# Langmuir brightness limit and reduced brightness: scaling, with numbers for a laser-cooled Li⁺ source

## Conventions

Particles have mass $m$ and charge of magnitude $e$. $V\ge 0$ is the accelerating voltage counted from the potential at which the particles are born, so the kinetic energy is $K=eV+E$, with $E$ the kinetic energy at birth. Brightness is $B=dI/(dA\,\cos\theta\,d\Omega)$, with $\theta$ the angle to the normal of $dA$, quoted in A cm⁻² sr⁻¹. Reduced brightness $B_r$ is quoted in A m⁻² sr⁻¹ V⁻¹. Fields are static, and particles do not interact unless this is said. $d$ is a diameter and $\alpha$ a half-angle.

## Results

**Langmuir limit** (D. B. Langmuir, 1937). A source of current density $J$ with a Maxwellian distribution at temperature $T$ gives, at voltage $V$, a brightness that nowhere exceeds

$$B_L=\frac{J}{\pi}\left(1+\frac{eV^*}{kT}\right),\qquad V^*=V\left(1+\frac{eV}{2mc^2}\right). \tag{1}$$

The value is reached on the axis of a round system. Equation (1) holds to a relative accuracy better than $kT/mc^2$. For $eV\ll mc^2$ it is $(J/\pi)(1+eV/kT)$.

**Invariance.** The exact invariant along a trajectory is $(dB/dE)/p^2$. For an energy spread small against $eV$ it becomes

$$B_r=\frac{B}{V^*}=\frac{eJ}{\pi kT}, \tag{2}$$

constant through lenses, deflectors and accelerating gaps up to a relative term $kT/eV^*$.

**Probe current.** The current through a disc of diameter $d$ within a cone of half-angle $\alpha$ obeys

$$I\le\frac{\pi^2}{4}B_L d^2\sin^2\alpha\simeq\frac{\pi^2}{4}B_rV^*d^2\alpha^2. \tag{3}$$

**Filling.** For a uniform source of diameter $d_s$ and total current $I_0=\pi d_s^2J/4$, ideal optics and $eV\gg kT$,

$$I=I_0\,(1-e^{-x}),\qquad x=\frac{eV^*}{kT}\,\frac{d^2\alpha^2}{d_s^2}, \tag{4}$$

while the bound (3) equals $I_0x$.

**Smallest probe.** With chromatic and spherical coefficients $C_c$, $C_s$ and rms energy spread $e\sigma_V$, the variance per axis of a non-relativistic probe at best focus is

$$\sigma^2=\frac{A^2}{\alpha^2}+C^2\alpha^2+S^2\alpha^6,\quad A^2=\frac{I_0}{2\pi^2B_rV},\quad C=\frac{C_c\sigma_V}{2V},\quad S=\frac{C_s}{6\sqrt2}. \tag{5}$$

Its minimum over $\alpha$ scales as $(I_0C_c^2\sigma_V^2/B_rV^3)^{1/4}$ for $\xi=SA/C^2\ll1$ and as $C_s^{1/4}(I_0/B_rV)^{3/8}$ for $\xi\gg1$. The two laws cross at $\xi=3\sqrt3/4=1.30$.

## Dimensional analysis

$B$ has the dimension of $J$, and without interactions it is linear in $J$. The remaining quantities $eV$, $kT$ and $mc^2$ are energies, so $B=J\,\Phi(\phi,u)$ with $\phi=eV/kT$ and $u=eV/mc^2$; their ratio is $\tau=u/\phi=kT/mc^2$. The mass enters only through $u$. A probe adds $\alpha$ and $d/d_s$. Planck's constant adds $d_s/\lambda_T$, with $\lambda_T=h/\sqrt{2\pi mkT}$, and an occupation number. The Coulomb force adds the number of ions emitted within one interaction time.

Two sources illustrate the groups, both with typical inputs: ⁷Li⁺ (mass about 7.016 u, $mc^2=6.535$ GeV) from atoms at 500 µK, and a LaB₆ cathode at 1800 K as used in electron-beam mask writing.

| | Li⁺, 2 kV | LaB₆, 50 kV |
|---|---|---|
| $kT$ | 43.1 neV | 0.155 eV |
| $\phi$ | $4.6\times10^{10}$ | $3.2\times10^{5}$ |
| $u$ | $3.1\times10^{-7}$ | 0.098 |
| $\tau$ | $6.6\times10^{-18}$ | $3.0\times10^{-7}$ |

## Proofs

**Invariant.** Let $f(\mathbf x,\mathbf p)$ be the number density in position and kinetic momentum. The Lorentz force has zero divergence in $\mathbf p$, so $f$ is constant along trajectories, with or without magnetic fields (Liouville). The current through $dA$ normal to $z$ is $dI=ef\,v_z\,dA\,d^2p_\perp dp_z$. At fixed $\mathbf p_\perp$, $v_z\,dp_z=dK=dE$. At fixed $|\mathbf p|$, $d^2p_\perp=p^2\cos\theta\,d\Omega$. Hence

$$\frac{dB}{dE}=e f\,p^2,\qquad p^2=2mK\left(1+\frac{K}{2mc^2}\right). \tag{6}$$

$E$ is conserved in static fields, so $(dB/dE)/p^2=ef$ is invariant. If all $E\ll eV$, then $p^2\simeq2meV^*$ comes out of the energy integral and $B/V^*$ is invariant.

**Limit.** At the emitting surface $f=f_0e^{-E/kT}$ for outward momenta. The angular integral of $\cos\theta$ over the half-space is $\pi$, so (6) at $V=0$ gives $J=\pi ef_0\int_0^\infty p^2(E)e^{-E/kT}dE=2\pi mef_0(kT)^2(1+\tau)$. Downstream, a phase-space point either traces back to the emitter, where $f=f_0e^{-E/kT}$, or it is empty. The brightness is greatest where every $E\ge0$ is present, as on the axial ray. There

$$\frac{\pi B}{J}=\frac{\int_0^\infty p^2(eV+E)\,e^{-E/kT}dE}{\int_0^\infty p^2(E)\,e^{-E/kT}dE}=\frac{eV^*/kT+1+u+\tau}{1+\tau}=\frac{eV^*}{kT}+1-\frac{u^2}{2(1+\tau)} .$$

The last step uses $eV^*/kT=(u+u^2/2)/\tau$. The same identity shows that the last term is less than $\tau$ times the first, which proves (1). Dividing (1) by $V^*$ gives $B_r(1+kT/eV^*)$, which is (2) with its correction. Integrating $B\le B_L$ over the disc and over the cone, where $\int\cos\theta\,d\Omega=\pi\sin^2\alpha$, gives (3).

**Filling.** Let the source be imaged with magnification $M=d/d_s$, non-relativistically, by optics that obey the sine condition $p_{\perp0}=Mp\sin\theta$ at every energy. In the emitted flux the transverse energy $\epsilon$ and the normal energy $E_z$ are independent and exponential with mean $kT$. With $s=M^2\sin^2\alpha<1$ a particle passes if $\epsilon\le s(\epsilon+E_z+eV)$, that is $\epsilon\le s(E_z+eV)/(1-s)$. Averaging over both energies,

$$\frac{I}{I_0}=1-(1-s)\exp\left(-\frac{s\phi}{1-s}\right)=s(1+\phi)-\frac{s^2\phi^2}{2}+O(s^3).$$

The first term is the bound (3). For $\phi\to\infty$ at fixed $x=s\phi$ the result is (4); $V^*$ replaces $V$ because only $p^2$ enters. A cold source can also be used in the conjugate mode. The probe plane is the one where position does not depend on the birth position $x_0$, so $x_1=b\,p_{\perp0}$. Then $p_{\perp1}=-x_0/b$ plus a small thermal term, because the paraxial transfer matrix in $(x,p_\perp)$ has unit determinant. The source edge sets the cone, $p\alpha=d_s/2|b|$, and the spot is a Gaussian picture of the transverse momenta. The disc $d$ collects $p_{\perp0}<p\alpha d/d_s$, which is (4) again.

**Probe variance.** In the conjugate mode $\sigma_T=|b|\sqrt{mkT}=(d_s/2\alpha)\sqrt{kT/2eV}$, and $I_0/B_r=\pi^2d_s^2kT/4e$ turns this into $A/\alpha$. The cone is uniformly filled, so $\langle\theta^n\rangle=2\alpha^n/(n+2)$. The chromatic displacement $C_c\theta\,\delta V/V$ has variance $C_c^2(\alpha^2/4)\sigma_V^2/V^2$ per axis. The radial displacement $C_s\theta^3-\zeta\theta$ at defocus $\zeta$ has mean square $C_s^2\alpha^6/4-2C_s\zeta\alpha^4/3+\zeta^2\alpha^2/2$, least at $\zeta=2C_s\alpha^2/3$, where it is $C_s^2\alpha^6/36$, or half of that per axis. Thermal momentum, birth position and $\delta V$ are independent, and the first and last have zero mean, so the variances add exactly. Setting $d\sigma^2/d\alpha^2=0$ gives a quadratic in $\alpha^4$:

$$\alpha^2=\frac{A}{C}\,q,\qquad q^2=\frac{2}{1+\sqrt{1+12\xi^2}},\qquad \sigma^2=AC\left(\frac1q+q+\xi^2q^3\right). \tag{7}$$

## The photoionised source

Neutral Li atoms of density $n$ in a magneto-optical trap are photoionised in a layer of thickness $\Delta z$ and diameter $d_s$, normal to an extraction field $F$. The layer is treated as wide, ions from its rim are ignored, and the atoms arrive in free flight from an undepleted gas. An atom with normal velocity $v_z$ is ionised with probability $1-e^{-R\Delta z/|v_z|}$ at ionisation rate $R$. This does not depend on $\mathbf v_\perp$, so the ions keep the transverse Maxwellian, whose peak density in $\mathbf p_\perp$ is $1/2\pi mkT$. The uniform field conserves $\mathbf p_\perp$, and (6) gives $B=J\langle p^2\rangle/2\pi mkT$. This is (2) with $V$ counted from the mean birth potential. The energy spread is set by $F\Delta z$ and not by $T$. Atoms enter through both faces, so with $v_T=\sqrt{kT/m}$ and $\kappa=R\Delta z/v_T$,

$$J=\frac{2env_T}{\sqrt{2\pi}}\,\eta(\kappa),\qquad \eta=\int_0^\infty w\,e^{-w^2/2}\left(1-e^{-\kappa/w}\right)dw .$$

The model takes the illustrative inputs $n=5\times10^{10}$ cm⁻³, $T=500$ µK, $d_s=20$ µm, $\Delta z=5$ µm, $F=1$ kV/cm and the ceiling $\eta=1$. Then $v_T=0.770$ m/s, $J=0.49$ µA/cm², $I_0=1.5$ pA and

$$B_r=3.6\times10^{4}\ \text{A m}^{-2}\,\text{sr}^{-1}\,\text{V}^{-1}.$$

The acceleration is $a=eF/m=1.38\times10^{12}$ m/s², and an ion drifts sideways by $v_T\sqrt{2\Delta z/a}=2.1$ nm while it crosses the layer, negligible against $d_s$. The LaB₆ cathode with a typical $J=10$ A/cm² has $B_r=2.1\times10^{5}$ in the same unit. Its current density is larger by $2.0\times10^{7}$ and its temperature by $3.6\times10^{6}$, which leaves a factor 5.6 in $B_r$ between the two models.

## Regimes and crossovers

**Voltage against temperature.** For $\phi\ll1$, $B\to(J/\pi)(1+\phi)$, a Lambertian emitter for which $B/V$ has no use. For $\phi\gg1$, $B=B_rV(1+1/\phi)$. The crossover is $eV=kT$. For the Li source the correction $1/\phi$ is $2.2\times10^{-11}$ at 2 kV, and the crossover is passed after a flight of $kT/eF=0.43$ pm. The rms thermal angle per axis for unit magnification, $\sqrt{kT/2eV}$, is 3.3 µrad at 2 kV.

**Voltage against rest energy.** $V^*/V=1+u/2$. For $u\ll1$, $B\propto V$; for $u\gg1$, $B\propto V^2(1+2/u)$. The crossover $eV=2mc^2$ lies at 1.022 MV for electrons and 13 GV for ⁷Li⁺. The correction reaches 1 % at 10.2 kV and 131 MV respectively. For Li⁺ at 30 kV it is $2.3\times10^{-6}$. For electrons at 50 kV, $V^*/V=1.049$, and the LaB₆ model gives $B=1.08\times10^{6}$ A cm⁻² sr⁻¹.

**Angle.** $\sin^2\alpha=\alpha^2(1-\alpha^2/3+\dots)$. The correction is $5\times10^{-6}$ at 4 mrad. At $\alpha=\pi/2$ the current density saturates at $\pi B_L$.

**Filling.** For $x\ll1$, $I=I_0x(1-x/2)$ and the bound (3) is attained, at the price of discarding most of the source current. For $x\gg1$, $I\to I_0$ with an exponentially small deficit. The crossover is $x=1$. The diameter $d_{50}$ that holds half the current has $x=\ln2$ and, for the Gaussian spot, equals the full width at half maximum. The current inside it is 0.72 of the bound. The total current is $I_0=(\pi^2/4\ln2)B\,d_{50}^2\alpha^2$, larger than the right side of (3) by 1.44. This violates nothing, since half of $I_0$ falls outside $d_{50}$, but it shows that the definition of $d$ must accompany any brightness inferred from a probe.

**Ionisation rate.** For $\kappa\ll1$,
$$\eta=\sqrt{\pi/2}\,\kappa-\tfrac12\kappa^2\left[\ln(1/\kappa)+0.981\right]+O(\kappa^3).$$
The bracket follows from $-\eta''=\int_0^\infty w^{-1}e^{-w^2/2-\kappa/w}dw\simeq\ln(1/\kappa)-\tfrac32\gamma_E+\tfrac12\ln2$, integrated twice, which adds $3/2$; $\gamma_E$ is Euler's constant. The leading term is $J=enR\Delta z$, so $B_r\propto nR\Delta z/T$. For $\kappa\gg1$ the exponent $w^2/2+\kappa/w$ is least at $w^3=\kappa$, so $1-\eta$ falls as $e^{-3\kappa^{2/3}/2}$ up to a power of $\kappa$, and $B_r\propto n/\sqrt{mT}$. The asymptotes cross at $\kappa=\sqrt{2/\pi}=0.80$, here $R=1.2\times10^{5}$ s⁻¹. At $\kappa=3$, or $R=4.6\times10^{5}$ s⁻¹, $\eta=0.90$. Depletion of the surrounding gas lowers $J$ further.

**Temperature.** In the flux-limited regime colder atoms also arrive more slowly, so cooling pays only as $T^{-1/2}$. The Doppler temperature $\hbar\Gamma/2k$ for a linewidth $\Gamma/2\pi$ of about 5.87 MHz is 141 µK. Reaching it at fixed $n$ raises $B_r$ by 1.9 and shrinks a chromatically limited probe of fixed current by 1.17.

**Recoil.** A photoelectron that leaves with excess energy $E_x$ gives the ion the energy $E_r\simeq(m_e/m)E_x$, with $m_e/m=7.82\times10^{-5}$. For isotropic field-free emission the axial brightness is multiplied by the average of $\exp(-E_r\sin^2\vartheta/kT)$ over directions $\vartheta$, which is $1-2E_r/3kT$ to first order. This equals the effect of adding $T_r=2E_r/3k$ to $T$. About 10 % is lost at $E_x=83$ µeV, and $T_r=T$ at 0.83 meV. The field lowers the classical threshold by $2\sqrt{e^3F/4\pi\varepsilon_0}=24$ meV, far more than these energies. The laser is therefore tuned relative to the lowered threshold, and the field-free figures give the scale only.

**Quantum limits.** Here $\lambda_T=29$ nm. The invariant product of rms source size $d_s/4$ and rms momentum $\sqrt{mkT}$ exceeds $\hbar/2$ by $\sqrt{\pi/2}\,d_s/\lambda_T=8.5\times10^{2}$. Diffraction competes with the thermal blur only for $d_s\sim\lambda_T$, where the current would be 3.4 aA. The atoms have $n\lambda_T^3=1.3\times10^{-6}$. For births spread evenly over $\Delta z$ the beam has $fh^3=h^3J/(2\pi mkT\,e^2F\Delta z)=2n\lambda_T^3\,kT/eF\Delta z=2.2\times10^{-13}$, summed over internal states. Classical statistics hold with a wide margin.

**Coulomb scattering.** Interactions break the one-particle Liouville theorem. Take two ions born at rest at the same depth, a lateral distance $\rho$ apart, with delay $t$. Their axial separation starts at $z_0=at^2/2$ and grows at the constant rate $at$. With $\rho$ frozen, the transverse impulse on each is
$$\Delta p=\frac{e^2}{4\pi\varepsilon_0\,at}\int_{z_0}^\infty\frac{\rho\,dz}{(\rho^2+z^2)^{3/2}}=\frac{e^2}{4\pi\varepsilon_0\,at\rho}\left[1-\frac{z_0}{\sqrt{\rho^2+z_0^2}}\right].$$
It falls as $1/t$ for $z_0\ll\rho$ and as $t^{-5}$ for $z_0\gg\rho$. It equals $mv_T$ at a delay $t_c$. To leading order $t_c=t_0=e/(4\pi\varepsilon_0F\rho v_T)$, with relative correction $-at_0^2/2\rho$. For $\rho=d_s/2$, $t_0=1.9$ ns, the correction parameter is 0.24, and the full equation gives $t_c=1.6$ ns. The mean interval $e/I_0$ is 0.10 µs. With Poisson emission the fraction of ions that have a neighbour within $\pm t_c$ is $1-e^{-2I_0t_c/e}$, about 3 %, and this is the order of the loss of peak brightness. At fixed $d_s$ the crossover current is $e/2t_c\approx0.05$ nA. At fixed $J$ the fraction grows as $d_s/F$ while it is small and $t_c\simeq t_0$. The spread of $\rho$ and of birth depth changes these figures by factors of order one, and scattering in crossovers further down the column is not counted.

**Aberrations.** Expanding (7), for $\xi\ll1$
$$\sigma^2=2AC\left(1+\tfrac12\xi^2\right),\qquad 4A^2C^2=\frac{I_0C_c^2\sigma_V^2}{2\pi^2B_rV^3},$$
and for $\xi\gg1$
$$\sigma^2=\tfrac43\,3^{1/4}A^{3/2}S^{1/2}\left(1+\frac{\sqrt3}{4\xi}\right).$$
The leading terms are equal at $\xi=3\sqrt3/4$. In the chromatic regime $I_0\propto\sigma^4V^3$ and the source merit is $B_r/\sigma_V^2$. It scales as $1/F^2\Delta z^2$ when flux-limited and as $1/F^2\Delta z$ when rate-limited. A weaker field helps here but lengthens $t_c$. In the spherical regime $I_0\propto\sigma^{8/3}V$ and the merit is $B_r$ alone. At fixed $C_c$ and $C_s$, as for an electrostatic lens whose voltages scale with $V$, $\xi\propto I_0^{1/2}V^{3/2}$.

## Probe sizes of the Li⁺ model

Take illustrative column values $C_c=50$ mm and $C_s=500$ mm, referred to the image side, and births spread evenly over the layer. The full energy width is $eF\Delta z=0.5$ eV and $\sigma_V=F\Delta z/\sqrt{12}=0.14$ V. For $\kappa\gg1$ the ions form at the two faces instead, $\sigma_V$ rises to 0.25 V, and the chromatic-regime $\sigma$ grows by $3^{1/4}=1.32$. The choice of $\eta=1$ with uniform births is thus favourable on both counts. All of $I_0=1.5$ pA is used.

| $V$ (kV) | $B$ (A cm⁻² sr⁻¹) | $\xi$ | $\alpha_{\rm opt}$ (mrad) | $\sigma_{\min}$ (nm) |
|---|---|---|---|---|
| 0.5 | $1.8\times10^{3}$ | 0.074 | 3.0 | 31 |
| 2 | $7.3\times10^{3}$ | 0.59 | 3.8 | 11 |
| 8 | $2.9\times10^{4}$ | 4.8 | 3.5 | 5.6 |
| 30 | $1.1\times10^{5}$ | 35 | 3.0 | 3.3 |

The crossover $\xi=1.30$ falls at 3.4 kV. Below it $\sigma$ tends to $V^{-3/4}$ and $\alpha_{\rm opt}$ to $V^{1/4}$; above it they tend to $V^{-3/8}$ and $V^{-1/8}$. At fixed $d_s$ and $T$ these sizes do not depend on $J$, since $A=(d_s/2)\sqrt{kT/2eV}$; the density sets only the current that the probe carries.

All these numbers are the model's. The inputs were chosen to reproduce typical behaviour: reduced brightness between several $10^3$ and about $10^5$ A m⁻² sr⁻¹ V⁻¹ and probe widths of a few tens of nanometres at a few keV and about a picoampere for trap-based Li⁺ sources, and a brightness of order $10^6$ A cm⁻² sr⁻¹ for LaB₆ guns at tens of kilovolts. The 8 kV and 30 kV rows extend the scaling at fixed lens coefficients and leave out vibration, stray fields, supply ripple and downstream scattering, each of which widens the probe.